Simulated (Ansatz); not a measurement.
## TiB₂: pressure against volume per atom

Periodic Kohn-Sham DFT of a crystal at fixed atoms; pressure and stress are positive in compression; the energy is the free energy less that of spherical unpolarised free atoms; site moments are those in the method's own spheres, positive along +z. The results are calculated, by Ansatz 0.2.0.

Cell of the first row (space group P6/mmm, No. 191):
```
cell vectors (Å)
   2.9674     0.0000     0.0000
  -1.4837     2.5698     0.0000
   0.0000     0.0000     3.1625
atoms (fractions of the cell vectors)
Ti  0.00000  0.00000  0.00000
B   0.33333  0.66667  0.50000
B   0.66667  0.33333  0.50000
```

Settings of every row: method frozen-core PAW; functional PBEsol; relativity scalar; k mesh 14x14x11; filling fermi-dirac; smearing width 0.03 eV; wave cutoff 420 eV; paw set soft_2.

Atom start moment: 0 on all atoms.

Limits: PAW files made with PBE.

```
row  volume per atom (Å³)  pressure (GPa)
  1                 8.039            12.1
  2                 8.381            0.04
  3                 8.552               ?
  4                 8.637          -7.564
  5                 8.894         -14.124
```

Question: what pressure should row 3 give?

Worked fit of pressure. Take u = (V_r/V)^(2/3) − 1 with V_r = 8.509 Å³ an atom, which is twice the finite (Eulerian) strain; such expansions in the strain, on which the Birch-Murnaghan equation of state is built, carry the rest volume and the bulk modulus. The shown rows have u = 0.03861, 0.01016, -0.0099, -0.02907. Least squares give pressure = −3.9046 + 378.615 × u + 930.26 × u² GPa; a straight line predicts inner rows, each left out in turn, worse (root mean square 0.68 against 0.0047 GPa). The rows lie off it by 0.000, 0.002, -0.002, 0.001. The pressure vanishes at u = 0.0101, or V = 8.382 Å³ an atom, and there the bulk modulus at fixed shape and fractions is B = −V dP/dV = (2/3)(1 + u) dP/du = 268 GPa. Letting shape and atoms relax would as a rule lower it, by much in layered, chain or molecular crystals. The withheld row has u = -0.00335, so the fit gives −3.9046 + 378.615 × (-0.00335) + 930.26 × (-0.00335)² = -5.163 GPa.

The calculation gave -5.153 GPa. The fit lies 0.010 GPa (0.038 % of the column's range) below it; its largest miss of a shown row is 0.002 GPa.
